**Q:** I have a many-body correction for boron phosphide, a semiconductor built like silicon, but the results for three states are blank. All three sit at the centre of the Brillouin zone, Γ, where b and c are both zero. Can I work them out from the other states, or would that be guessing?

One-shot G0W0 on PBE for zincblende BP (cell relaxed with r2SCAN), computed with Ansatz 0.2.0 using PAW, a 420 eV plane-wave cutoff, a 6×6×6 k mesh, 248 empty bands and a 260 eV screening cutoff. Each kind of level is counted from its own valence top; v1 is the highest filled band, c1 the lowest empty one. The first k-point fraction is zero in every row.

| band | b (fraction of the reciprocal vector) | c (fraction of the reciprocal vector) | kohn sham level (eV) | quasiparticle level (eV) | exchange less vxc (eV) | correlation (eV) |
| --- | --- | --- | --- | --- | --- | --- |
| v2 | 0 | 0 | ? | ? | ? | ? |
| v1 | 0 | 0 | ? | ? | ? | ? |
| c1 | 0 | 0 | ? | ? | ? | ? |
| c2 | 0 | 0 | 3.403 | 4.342 | 4.944 | -4.688 |
| v2 | 0 | 0.1667 | -0.665 | -0.675 | -1.832 | 1.138 |
| v1 | 0 | 0.1667 | -0.665 | -0.675 | -1.832 | 1.138 |
| c1 | 0 | 0.1667 | 4.020 | 4.909 | 5.106 | -4.900 |
| c2 | 0 | 0.1667 | 4.305 | 5.263 | 5.264 | -4.990 |
| v2 | 0 | 0.3333 | -1.469 | -1.525 | -2.263 | 1.523 |
| v1 | 0 | 0.3333 | -1.469 | -1.525 | -2.263 | 1.523 |
| c1 | 0 | 0.3333 | 3.898 | 4.750 | 5.169 | -5.000 |
| c2 | 0 | 0.3333 | 4.853 | 5.822 | 5.501 | -5.215 |
| v2 | 0 | -0.5000 | -1.758 | -1.835 | -2.433 | 1.674 |
| v1 | 0 | -0.5000 | -1.758 | -1.835 | -2.433 | 1.674 |
| c1 | 0 | -0.5000 | 3.781 | 4.622 | 5.163 | -5.004 |
| c2 | 0 | -0.5000 | 4.707 | 5.663 | 5.434 | -5.161 |
| v2 | 0.1667 | 0.1667 | -1.732 | -1.773 | -2.226 | 1.502 |
| v1 | 0.1667 | 0.1667 | -1.732 | -1.773 | -2.226 | 1.502 |
| c1 | 0.1667 | 0.1667 | 2.441 | 3.303 | 4.637 | -4.459 |
| c2 | 0.1667 | 0.1667 | 5.856 | 6.835 | 5.784 | -5.489 |
| v2 | 0.3333 | 0.3333 | -3.493 | -3.611 | -3.096 | 2.294 |
| v1 | 0.3333 | 0.3333 | -3.493 | -3.611 | -3.096 | 2.294 |
| c1 | 0.3333 | 0.3333 | 1.382 | 2.143 | 4.335 | -4.258 |
| c2 | 0.3333 | 0.3333 | 3.306 | 4.091 | 4.901 | -4.799 |

**A:** Some of it can be worked out, and it pays to sort the quantities by how firmly they can be known. First, what do you take the rows to be?

**Q:** Each row is one electron state. The bands v1 and v2 are the highest filled one and the next below it; c1 and c2 are the two lowest empty ones. The first fraction of the reciprocal vector is zero throughout, so rows with b = 0 run from Γ to L, and rows with b = c run from Γ towards X.

**A:** Yes, and the identical v1 and v2 values agree with that, since symmetry pairs these bands along both lines. Now compare the two level columns. The Kohn-Sham level comes from PBE, and the quasiparticle level is the energy for removing or adding an electron, as G0W0 gives it. What changes between them?

**Q:** The filled levels hardly move, by 0.12 eV at most. The empty ones go up by 0.76 to 0.98 eV. So the gap opens.

**A:** Be careful with "hardly move". Each kind of level is counted from its own valence top, so a lowering shared by all the filled states drops out of the columns. The two remaining columns let us recover it. Write $k$ for the Kohn-Sham level, $q$ for the quasiparticle level, $X$ for exchange less vxc and $C$ for correlation. The calculation takes the PBE exchange-correlation potential (vxc) out and puts exchange and correlation in, so

$$q = k + X + C - T .$$

Here $T$ is the sum $X + C$ of the valence top itself, subtracted because the top is the zero. The equation holds in this form when $C$ is taken at the quasiparticle energy. If a code prints $C$ at the Kohn-Sham energy instead, each sum $X + C$ must first be multiplied by the renormalisation factor, which lies between about 0.77 and 0.80 for these states. So check which form the columns obey.

**Q:** Then any complete row should give me $T$. For c2 at Γ, $X + C = 4.944 - 4.688 = 0.256$ eV, while the level rises by $4.342 - 3.403 = 0.939$ eV. That makes $T = 0.256 - 0.939 = -0.683$ eV.

**A:** The average over all 21 complete rows, yours included, is also −0.683 eV, and no row strays from it by more than the rounding of the columns allows. These columns therefore add up without any further factor. So the valence top is lowered by about 0.7 eV, although its printed level stays at zero. For the lowest empty state listed, c1 at b = c = 0.3333, the gap opens by 0.761 eV, and about 90 % of that is the lowering of the top. For c2 at Γ, which rises by 0.939 eV, the share is about 73 %.

**Q:** Does it matter which side moves, if the gap is the same?

**A:** It matters when two materials are compared. How their valence tops line up depends on how far each top moves, not only on the gaps. These columns alone don't give that alignment, because each material has its own zero. The lowering is also less certain than the gap, since absolute shifts converge more slowly than differences with the number of empty bands.

**Q:** Why do filled states go down and empty ones up in the first place?

**A:** The PBE potential is local: at a given point it attracts an electron in the same way, whether its state is filled or empty. True exchange makes a distinction. It binds a filled state strongly, because that state overlaps with the other filled states and with itself, and it binds an empty state weakly. Replacing the one by the other therefore gives a negative $X$ for filled states and a positive one for empty states, as every complete row shows.

**Q:** But the correlation column has the opposite sign every time.

**A:** Think of an atom in a non-polar liquid. Remove an electron, and the electrons of the liquid shift towards the positive charge. Removal becomes cheaper, which means that the filled level rises. Add an electron, and the liquid's electrons shift away from it. The extra electron is stabilised, so the empty level falls.

**Q:** So the crystal is its own liquid. Would the two shifts be equally large?

**A:** For a simple charge in a liquid, roughly yes, and there the analogy ends. In the crystal, $C$ is between −4.3 and −5.5 eV for the empty states listed, but much smaller in size for the filled ones. Theory splits it into two effects. The polarisation that an electron creates around itself lowers every state, while the weakening of exchange by screening raises mainly the filled ones. The table gives only their sum.

**Q:** Then a state with stronger exchange should also have more of it screened away.

**A:** The columns fit that along Γ–L, although $X$ is exchange less vxc and not exchange alone. From the first v1 row with results to the one at L, $X$ falls by 0.60 eV and $C$ rises by 0.54 eV. The quasiparticle correction changes by less than 0.1 eV. Large differences between states in the separate terms can thus leave only a small difference in the corrections.

**Q:** Let me try the blanks, then. In silicon-like crystals the valence top is at Γ and is made of p orbitals. The three p directions are equivalent, so v1 and v2 are equal there, and both levels are zero.

**A:** Yes, but that is the choice of zero and earns no credit. Their sum $X + C$ must be $T$. The real risk lies in dividing that sum between exchange and correlation.

**Q:** Near Γ, the energy and the exchange term should both change with the square of the distance from Γ. Then $X$ is a straight line in energy along each direction. The line towards L and the line towards X must meet at the valence top, because they start from the same state.

**A:** A least-squares fit to the complete filled rows, with one common end point and a separate slope for each direction, puts $X$ at −1.43 eV. The first two Γ–L points alone would give −1.48 eV, and the two Γ–X points alone −1.37 eV. A range of 0.15 eV covers both. Correlation then follows by subtraction: $-0.683 + 1.43 = 0.747$ eV.

**Q:** And c1? I could draw a straight line through the upward shifts of the empty states against their energy.

**A:** Such a line, fitted by least squares to all the complete empty rows, would put the quasiparticle level at 4.27 eV if the Kohn-Sham level equals that of c2. But energy alone doesn't set the shift. The state c2 at b = c = 0.3333 lies higher than c1 at b = c = 0.1667, yet it gains 0.785 eV against 0.862 eV. The table has no orbital characters that could explain why.

**Q:** Then I'd use symmetry again. If the lowest empty state at Γ is also p-like and threefold, as in silicon, c1 is a partner of c2. A rotation of the crystal turns one into the other, so all their energies must agree.

**A:** The neighbouring rows fit that idea. Run the two c1 levels on the X line on to Γ in equal steps, and you reach about 3.5 eV, close to the 3.403 eV of c2. It is support, not proof, since a band needn't be straight. We commit to these values:

- **v1 and v2, levels:** both Kohn-Sham and quasiparticle at 0.00 ± 0.02 eV.
- **v1 and v2, terms:** exchange less vxc −1.43 ± 0.15 eV, correlation +0.75 ± 0.15 eV, their sum −0.68 ± 0.01 eV.
- **c1, levels:** Kohn-Sham 3.40 ± 0.02 eV, quasiparticle 4.34 ± 0.02 eV.
- **c1, terms:** exchange less vxc 4.94 ± 0.05 eV, correlation −4.69 ± 0.05 eV.

The ranges for c1 hold only if the state is threefold. A single state would lie lower.

The withheld rows as computed:

| band | b (fraction of the reciprocal vector) | c (fraction of the reciprocal vector) | kohn sham level (eV) | quasiparticle level (eV) | exchange less vxc (eV) | correlation (eV) |
| --- | --- | --- | --- | --- | --- | --- |
| v2 | 0 | 0 | 0.000 | 0.000 | -1.627 | 0.943 |
| v1 | 0 | 0 | 0.000 | 0.000 | -1.627 | 0.943 |
| c1 | 0 | 0 | 3.403 | 4.342 | 4.944 | -4.688 |

**Q:** All of c1 is right, to the last digit! But exchange at the valence top is −1.627 eV. We missed by 0.20 eV, which is outside our range.

**A:** Take c1 first. It agrees with c2 in both levels and both terms, as partners must. The third partner has no row, but the run's Kohn-Sham levels at Γ do include three equal ones at the bottom of the empty bands, so the state is threefold. The straight line in energy would have been 0.07 eV too low. It misses c2 at Γ by the same amount, although c2 was among the rows used to draw it.

**Q:** And for the valence top, correlation is wrong too: 0.943 eV instead of 0.75 eV.

**A:** That is the same mistake seen twice, because we obtained correlation by subtracting exchange from a fixed sum. The sum itself is $-1.627 + 0.943 = -0.684$ eV, as forecast. This confirms that the terms add up as the equation says; it doesn't test whether G0W0 is accurate.

**Q:** Where did the exchange estimate go wrong? Both directions seemed to agree.

**A:** They agreed because they shared one assumption, and the known rows could have warned us. If energy changed with the square of the distance from Γ, doubling the distance would lower v1 four times as far. Towards L it goes from −0.665 to −1.469 eV, a factor of only 2.2, and towards X the factor is 2.0. Our points were already too far out for the argument behind the straight line.

**Q:** So the line bends before it reaches Γ?

**A:** Yes. Between Γ and the first point towards L, exchange changes by $0.205/0.665 = 0.31$ eV for each eV of energy. Over the next step it is $0.431/0.804 = 0.54$. The energy leaves the square law sooner than the exchange term does. When the distance from Γ towards L doubles, the drop in energy becomes 2.2 times as large, but the drop in $X$ becomes 3.1 times as large. Towards X the factors are 2.0 and 2.5: the order is the same, though there neither is near four. Summing long-range exchange on a coarse mesh may add to the bend, and a denser mesh would show how much.

**Q:** What should I carry over to a similar semiconductor?

**A:** Look for symmetry partners first, since they share every correction. For other states in the top filled and lowest empty bands, the only ones listed here, expect the filled ones to follow the valence top closely and the empty ones to rise by similar but unequal amounts. A single upward shift of all empty states is therefore a fair first estimate: here the listed shifts differ among themselves by up to about 0.2 eV. Don't read the separate exchange and correlation terms as if each were a level correction, because their large differences between states mostly cancel when the two are added, and what remains doesn't always follow the order of either term.

**Q:** Could I at least quote the gap of boron phosphide from the table?

**A:** Not from the table. The lowest empty level listed is 2.143 eV, but the same run finds a lower one, 2.051 eV, at X, which has no row. The true minimum is expected a little before X, between the mesh points, and so slightly lower still. The run also stops short of the basis limit, so its gap is probably somewhat smaller than it would be with more bands, a higher cutoff and a denser mesh. In the data makers' tests on other systems the median shortfall was 6 to 9 %, but it wasn't measured for boron phosphide here, so don't use that figure to correct the gap. The uneven shifts matter here as well: the lowest empty state at X rises by 0.720 eV, less than any empty state listed, so an average over the listed shifts would overstate this run's gap.
